**Core polarisation and a sum rule for E2 lines within 4f² of Au³¹⁺**

The table holds reduced electric-quadrupole elements with and without core polarisation, wavelengths and rates for 36 lines within 4f² of Au³¹⁺, from B-spline CI+MBPT with Breit and QED, in length form with static RPA. The program fits nothing: it sizes the departures of the ratio with/without core polarisation from its median, and tests a sum rule in which the squared elements of a complete $J \leftrightarrow J'$ block equal a Racah factor times one $\langle r^2\rangle^2$. The ratio has median 0.9088, with five rows more than 0.005 away, led by 1G4–3H5 (0.933) and 1I6–3H5 (0.920), whose blocks have opposed $5/2$ and $7/2$ amplitudes. Six blocks imply $\langle r^2\rangle$ near 0.175 $a_0^2$ within a range of 3.5%. The output also splits the 13-decade spread of rates, shows their sensitivity to CI against CI+MBPT energies, and compares three lines with M1 rates of the same run.

Electric-quadrupole lines of Au31+ (two electrons outside a closed [Kr] 4d10 core), computed with B-spline many-body code 1 by CI+MBPT in the frozen-core Dirac-Hartree-Fock potential, with screened core-valence correlation, Breit and QED. Elements are in length form; core polarisation is static RPA and is included in the rates. The nuclear rms radius is 5.4371 fm.

## Script

```python
# E2 lines within 4f2 of Au31+ (B-spline CI+MBPT, Breit, QED, length form, static RPA): elements, wavelengths, rates.
# Tested: constancy of the core-polarisation ratio, a mixing-independent sum rule with one <r^2>, sources of the rate spread.
T = {
    'line_upper': ['4f2 3F2', '4f2 3H5', '4f2 1G4', '4f2 3F3', '4f2 3H6', '4f2 1D2', '4f2 3F4', '4f2 1I6', '4f2 3P2', '4f2 1G4', '4f2 3F3', '4f2 3P0', '4f2 1D2', '4f2 3F4', '4f2 3P1', '4f2 3P2', '4f2 1S0', '4f2 1G4', '4f2 3F3', '4f2 3H6', '4f2 3F4', '4f2 1I6', '4f2 3F3', '4f2 3H6', '4f2 1D2', '4f2 3F4', '4f2 1I6', '4f2 3P2', '4f2 1D2', '4f2 3F4', '4f2 3P1', '4f2 3P2', '4f2 3F4', '4f2 1I6', '4f2 1D2', '4f2 3P2'],
    'line_lower': ['4f2 3H4', '4f2 3H4', '4f2 3H4', '4f2 3H4', '4f2 3H4', '4f2 3H4', '4f2 3H4', '4f2 3H4', '4f2 3H4', '4f2 3F2', '4f2 3F2', '4f2 3F2', '4f2 3F2', '4f2 3F2', '4f2 3F2', '4f2 3F2', '4f2 3F2', '4f2 3H5', '4f2 3H5', '4f2 3H5', '4f2 3H5', '4f2 3H5', '4f2 1G4', '4f2 1G4', '4f2 1G4', '4f2 1G4', '4f2 1G4', '4f2 1G4', '4f2 3F3', '4f2 3F3', '4f2 3F3', '4f2 3F3', '4f2 3H6', '4f2 3H6', '4f2 3P0', '4f2 3P0'],
    'line_reduced_element': [0.1606, 0.07137, 0.06262, 0.0492, 0.03027, 0.01141, 0.003646, 0.03759, 0.0006274, 0.03091, 0.01737, 0.1316, 0.05339, 0.007087, 0.08753, 0.01667, 0.02329, 0.01517, 0.1707, 0.06356, 0.05441, 0.02947, 0.0441, 0.1533, 0.2049, 0.06671, 0.02794, 0.01959, 0.08697, 0.01646, 0.1635, 0.08345, 0.1046, 0.08577, 0.05546, 0.05815],  # a.u.
    'line_without_core_polarisation': [0.1773, 0.07848, 0.06876, 0.05404, 0.03319, 0.01266, 0.004011, 0.04118, 0.0006924, 0.03383, 0.01916, 0.1452, 0.05871, 0.007745, 0.09632, 0.01826, 0.02574, 0.01626, 0.1882, 0.07023, 0.0598, 0.03202, 0.04831, 0.1687, 0.2257, 0.07328, 0.03089, 0.02174, 0.0957, 0.01811, 0.1802, 0.09171, 0.1152, 0.0946, 0.06104, 0.06399],  # a.u.
    'line_wavelength': [439.4, 238.9, 178.4, 176.5, 135.5, 107.7, 96.66, 84.08, 69.19, 300.4, 295.0, 154.5, 142.6, 123.9, 113.9, 82.12, 49.19, 704.2, 675.4, 313.0, 162.3, 129.7, 16480, 563.4, 271.7, 210.9, 159.0, 113.0, 276.2, 213.7, 185.5, 113.8, 337.2, 221.6, 1860, 175.3],  # nm
    'line_rate': [0.003528, 0.006658, 0.027, 0.02262, 0.01728, 0.02012, 0.001961, 0.2897, 0.0005561, 0.0004864, 0.0002161, 2.202, 0.1081, 0.002139, 1.493, 0.1667, 21.09, 1.654e-06, 0.0003319, 0.001159, 0.03269, 0.02035, 2.556e-12, 0.0003568, 0.06353, 0.01326, 0.006609, 0.04664, 0.01053, 0.0007564, 0.454, 0.8176, 0.00312, 0.01186, 3.095e-07, 0.04579],  # s⁻¹
}
import numpy as np
from scipy.constants import alpha, physical_constants as pc
from scipy.stats import spearmanr
from sympy import Rational as R
from sympy.physics.wigner import wigner_3j as w3, wigner_6j as w6
U = [s.split()[1] for s in T['line_upper']]; L = [s.split()[1] for s in T['line_lower']]
M, M0, lam, A = (np.array(T['line_' + k], float) for k in ('reduced_element', 'without_core_polarisation', 'wavelength', 'rate'))
N = [u + '-' + l for u, l in zip(U, L)]; Ju = np.array([int(u[-1]) for u in U]); Jl = np.array([int(l[-1]) for l in L])
# further outputs of the same run: leading jj pair (2j,2j), LS purity, CI and CI+MBPT energy in eV; three M1 rates in 1/s
lev = {'3H4': ('55', .853, 0, 0), '3F2': ('55', .817, 2.9758, 2.82163), '3H5': ('57', 1, 5.28608, 5.18898),
       '1G4': ('57', .458, 7.04302, 6.94953), '3F3': ('57', 1, 7.19402, 7.02474), '3H6': ('77', .851, 9.42677, 9.15019),
       '3P0': ('55', .881, 11.3634, 10.8465), '1D2': ('57', .455, 12.0236, 11.5131), '3F4': ('77', .566, 12.9958, 12.827),
       '3P1': ('57', 1, 14.281, 13.708), '1I6': ('57', .85, 15.3478, 14.7455), '3P2': ('77', .592, 18.5536, 17.9203), '1S0': ('77', .879, 28.424, 28.0251)}
m1 = {'3H5-3H4': 1657.55, '1I6-3H5': 1542.63, '3F3-1G4': 0.00244831}
rnd = lambda x: 0.5 * 10 ** (np.floor(np.log10(x)) - 3) / x
k = 2 * np.pi * pc['Bohr radius'][0] / (lam * 1e-9)
Ac = k**5 * M**2 / (15 * (2 * Ju + 1)) / pc['atomic unit of time'][0]
dA = abs(Ac / A - 1); fA = 2 * rnd(M) + 5 * rnd(lam) + rnd(A)
print(f"rate from element, wavelength, J: worst error {100*dA.max():.2f}% ({N[dA.argmax()]}), rows beyond rounding {(dA>fA).sum()} of {len(A)}")
dec = lambda x: np.log10(x.max() / x.min())
print(f"span in decades: rate {dec(A):.1f}, wavelength^-5 {dec(lam**-5):.1f}, element^2 {dec(M**2):.1f}, 2J+1 {dec(2.*Ju+1):.1f}; element max/min {M.max()/M.min():.0f}")
r = M / M0; med = np.median(r); er = r * (rnd(M) + rnd(M0)); ex = M - med * M0
print(f"ratio with/without core polarisation: median {med:.4f}, min {r.min():.4f}, max {r.max():.4f}, quartiles {np.percentile(r,25):.4f} {np.percentile(r,75):.4f}")
print(f"reduction of element {100*(1-r.max()):.1f}-{100*(1-r.min()):.1f}%, median {100*(1-med):.1f}%; of rate, median {100*(1-med**2):.1f}%; rows within 0.005 of median {(abs(r-med)<0.005).sum()}")
print(f"rank correlation of ratio with photon energy {spearmanr(r,1/lam)[0]:+.2f}, of |ratio-median| with element {spearmanr(abs(r-med),M)[0]:+.2f}")
print("largest breaks: line, element, ratio, minus median, rounding, excess in a.u., jj pairs, purities")
for i in np.argsort(-abs(r - med))[:7]:
    print(f" {N[i]} {M[i]:.5f} {r[i]:.4f} {r[i]-med:+.4f} {er[i]:.4f} {ex[i]:+.5f} {lev[U[i]][0]}-{lev[L[i]][0]} {lev[U[i]][1]} {lev[L[i]][1]}")
print("largest excess in a.u.: " + ", ".join(f"{N[i]} {ex[i]:+.5f}" for i in np.argsort(-abs(ex))[:5]))
cl = np.array([abs(lev[u][0].count('7') - lev[l][0].count('7')) for u, l in zip(U, L)])
for c in (0, 1, 2):
    s = cl == c
    print(f"leading jj changes {c} electron(s): {s.sum()} rows, element {M[s].min():.5f}-{M[s].max():.4f} (median {np.median(M[s]):.4f}), ratio {r[s].min():.4f}-{r[s].max():.4f} (median {np.median(r[s]):.4f})")
print("both change, element/ratio: " + ", ".join(f"{N[i]} {M[i]:.4f}/{r[i]:.3f}" for i in np.where(cl == 2)[0]))
a, c, h = R(5, 2), R(7, 2), R(1, 2)
rec = lambda j1, j2, J, Jp, jp, ph: (-1)**int(ph) * float(((2*J+1)*(2*Jp+1)))**.5 * float(w6(j1, J, j2, Jp, jp, 2))
one = lambda j, jp: rec(3, h, j, jp, 3, 3 + h + jp) * -7 * float(w3(3, 2, 3, 0, 0, 0))
mix = lambda J: [(2**-.5, a, c), (-(-1)**J * 2**-.5, c, a)]
def states(J):
    return [mix(J)] + [[(1, j, j)] for j in (a, c) if J % 2 == 0 and J < 2 * j]
def amp(J, s, Jp, t):
    d = {10: 0., 12: 0., 14: 0.}
    for x, p, q in s:
        for y, p2, q2 in t:
            if q == q2: d[int(2*(p+p2))] += x * y * rec(p, q, J, Jp, p2, p + q + Jp) * one(p, p2)
            if p == p2: d[int(2*(q+q2))] += x * y * rec(q, p, J, Jp, q2, p + q2 + J) * one(q, q2)
    return d
print("complete blocks: J-J', lines, angular sum, j-changing share, 5/2 and 7/2 amplitudes, implied <r2> bare, dressed (a0^2), ratio, rounding")
rb, rr = [], []
for J, Jp in ((1, 3), (3, 5), (3, 2), (3, 4), (5, 4), (5, 6)):
    ds = [amp(J, mix(J), Jp, t) for t in states(Jp)]; tot = sum(sum(d.values())**2 for d in ds)
    s = ((Ju == J) & (Jl == Jp)) | ((Ju == Jp) & (Jl == J)); assert s.sum() == len(ds)
    b, dr = (np.sqrt((x[s]**2).sum() / tot) for x in (M0, M)); rb.append(b); rr.append(dr / b)
    print(f" {J}-{Jp} {s.sum()} {tot:.4f} {sum(d[12]**2 for d in ds)/tot:.2f} {ds[0][10]:+.3f} {ds[0][14]:+.3f} {b:.4f} {dr:.4f} {dr/b:.4f} {(er[s]*M[s]**2).sum()/(M[s]**2).sum():.4f}")
print(f"implied bare <r2>: mean {np.mean(rb):.4f} a0^2, range {100*np.ptp(rb)/np.mean(rb):.1f}%; block ratios {min(rr):.4f}-{max(rr):.4f}, width {np.ptp(rr):.4f}")
print(f"largest row break / width of block ratios: {abs(r-med).max()/np.ptp(rr):.1f}; width over all rows {np.ptp(r):.4f}")
f = np.array([((lev[u][2]-lev[l][2]) / (lev[u][3]-lev[l][3]))**5 for u, l in zip(U, L)])
print(f"rate factor if CI energies are used: median {np.median(f):.2f}; 3F2-3H4 {f[N.index('3F2-3H4')]:.2f}; 3P0-3F2 {f[N.index('3P0-3F2')]:.2f}")
print(" furthest from 1: " + ", ".join(f"{N[i]} {f[i]:.2f}" for i in np.argsort(-abs(np.log(f)))[:5]))
print(f"3F3-1G4 gap: CI {lev['3F3'][2]-lev['1G4'][2]:.3f} eV, CI+MBPT {lev['3F3'][3]-lev['1G4'][3]:.3f} eV")
print("M1/E2 rate: " + ", ".join(f"{n} {v/A[N.index(n)]:.1e}" for n, v in m1.items()))
print(f"E2 lifetimes: 3F2 {1/A[N.index('3F2-3H4')]:.0f} s, 3P0 {1/A[N.index('3P0-3F2')]:.3f} s; fastest line {N[A.argmax()]}, element rank {(M>=M[A.argmax()]).sum()} of {len(M)}")
assert r.min() > 0.85 and r.max() < 1 and N[abs(r - med).argmax()] == '1G4-3H5'
assert np.ptp(rb) / np.mean(rb) < 0.12 and np.ptp(rr) < np.ptp(r)
```

Output:

```
rate from element, wavelength, J: worst error 0.17% (1I6-3H5), rows beyond rounding 0 of 36
span in decades: rate 12.9, wavelength^-5 12.6, element^2 5.0, 2J+1 1.1; element max/min 327
ratio with/without core polarisation: median 0.9088, min 0.9011, max 0.9330, quartiles 0.9066 0.9105
reduction of element 6.7-9.9%, median 9.1%; of rate, median 17.4%; rows within 0.005 of median 31
rank correlation of ratio with photon energy -0.02, of |ratio-median| with element -0.50
largest breaks: line, element, ratio, minus median, rounding, excess in a.u., jj pairs, purities
 1G4-3H5 0.01517 0.9330 +0.0242 0.0006 +0.00039 57-57 0.458 1
 1I6-3H5 0.02947 0.9204 +0.0116 0.0003 +0.00037 57-57 0.85 1
 3P2-1G4 0.01959 0.9011 -0.0077 0.0004 -0.00017 77-57 0.592 0.458
 1D2-3H4 0.01141 0.9013 -0.0075 0.0008 -0.00009 57-55 0.455 0.853
 3F4-3F2 0.00709 0.9150 +0.0063 0.0001 +0.00005 77-55 0.566 0.817
 1G4-3F2 0.03091 0.9137 +0.0049 0.0003 +0.00017 57-55 0.458 0.817
 1I6-1G4 0.02794 0.9045 -0.0043 0.0003 -0.00013 57-57 0.85 0.458
largest excess in a.u.: 3F2-3H4 -0.00052, 1G4-3H5 +0.00039, 1I6-3H5 +0.00037, 3P0-3F2 -0.00035, 3F3-3H5 -0.00033
leading jj changes 0 electron(s): 11 rows, element 0.01517-0.2049 (median 0.1046), ratio 0.9045-0.9330 (median 0.9078)
leading jj changes 1 electron(s): 18 rows, element 0.01141-0.1533 (median 0.0549), ratio 0.9011-0.9137 (median 0.9091)
leading jj changes 2 electron(s): 7 rows, element 0.00063-0.0582 (median 0.0167), ratio 0.9048-0.9150 (median 0.9090)
both change, element/ratio: 3H6-3H4 0.0303/0.912, 3F4-3H4 0.0036/0.909, 3P2-3H4 0.0006/0.906, 3F4-3F2 0.0071/0.915, 3P2-3F2 0.0167/0.913, 1S0-3F2 0.0233/0.905, 3P2-3P0 0.0582/0.909
complete blocks: J-J', lines, angular sum, j-changing share, 5/2 and 7/2 amplitudes, implied <r2> bare, dressed (a0^2), ratio, rounding
 1-3 1 1.0667 0.00 -0.664 -0.369 0.1745 0.1583 0.9073 0.0005
 3-5 1 1.1733 0.00 -0.696 -0.387 0.1737 0.1576 0.9070 0.0005
 3-2 3 0.5778 0.24 -0.090 +0.753 0.1762 0.1602 0.9093 0.0001
 3-4 3 0.1767 0.49 +0.569 -0.869 0.1778 0.1620 0.9114 0.0002
 5-4 3 0.3307 1.00 -0.922 +0.934 0.1739 0.1583 0.9102 0.0001
 5-6 2 0.2022 0.86 +1.020 -0.850 0.1716 0.1558 0.9077 0.0002
implied bare <r2>: mean 0.1746 a0^2, range 3.5%; block ratios 0.9070-0.9114, width 0.0043
largest row break / width of block ratios: 5.6; width over all rows 0.0319
rate factor if CI energies are used: median 1.20; 3F2-3H4 1.30; 3P0-3F2 1.25
 furthest from 1: 3F3-1G4 32.62, 1D2-1G4 1.55, 3H6-1G4 1.49, 1D2-3F3 1.44, 1I6-1G4 1.37
3F3-1G4 gap: CI 0.151 eV, CI+MBPT 0.075 eV
M1/E2 rate: 3H5-3H4 2.5e+05, 1I6-3H5 7.6e+04, 3F3-1G4 9.6e+08
E2 lifetimes: 3F2 283 s, 3P0 0.454 s; fastest line 1S0-3F2, element rank 27 of 36
```
